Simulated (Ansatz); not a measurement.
## KSr3: energy above lowest point against volume scale

Free energy against uniform scaling of the volume at fixed shape and fractions; periodic cell, basis, potentials, k mesh and filling as listed. The results are calculated, by Ansatz 0.2.0.

The cell before it is scaled or strained (space group Pm-3m, No. 221):
```
KSr3
1.0
      6.1523     0.0000     0.0000
      0.0000     6.1523     0.0000
      0.0000     0.0000     6.1523
K Sr
1 3
Direct
  0.00000 0.00000 0.00000
  0.50000 0.00000 0.50000
  0.00000 0.50000 0.50000
  0.50000 0.50000 0.00000
```

Settings of every row: functional PBEsol; dispersion none; potentials PAW; wave cutoff 320 eV; density cutoff 1280 eV; k mesh 4x4x4; k shift 0x0x0; occupations fermi dirac; smearing width 0.02 eV; spin none.

Limits: coarse k mesh, up to 40 meV an atom off; cutoff under the advised one; the cell comes from a prototype or a list of computed structures and needn't be the stable phase.

| row | volume scale | V (Å³/atom) | energy above lowest point (meV/atom) |
| --- | --- | --- | --- |
| 1 | 0.94 | 54.724 | 0.5 |
| 2 | 0.96 | 55.889 | 0 |
| 3 | 0.98 | 57.053 | 0.9 |
| 4 | 1 | 58.217 | 3.3 |
| 5 | 1.02 | 59.382 | 6.8 |
| 6 | 1.04 | 60.546 | 11.4 |
| 7 | 1.06 | 61.71 | ? |

Question: what energy above lowest point should row 7 give?

Worked fit of energy above lowest point. Take u = (V_r/V)^(2/3) − 1 with V_r = 57.635 Å³ an atom, which is twice the finite (Eulerian) strain; such expansions in the strain, on which the Birch-Murnaghan equation of state is built, carry the rest volume and the bulk modulus. The shown rows have u = 0.03516, 0.02072, 0.00679, -0.00668, -0.01971, -0.03232. Least squares give energy above lowest point = 1.95 − 172.3 × u + 3727 × u² meV/atom; a straight line predicts inner rows, each left out in turn, worse (root mean square 1.6 against 0.052 meV/atom). The rows lie off it by 0.0, 0.0, -0.1, 0.0, 0.0, 0.0. Its lowest point lies at u = 0.0231, or V = 55.69 Å³ an atom, and the curvature there gives the bulk modulus at fixed shape and fractions, B = (4/9)(1 + u)² E″(u)/V = 9.98 GPa. The withheld row has u = -0.04452, so the fit gives 1.95 − 172.3 × (-0.04452) + 3727 × (-0.04452)² = 17.0 meV/atom.

The calculation gave 17 meV/atom. The fit meets it to the printed digit. This row lies beyond the range of the fit.
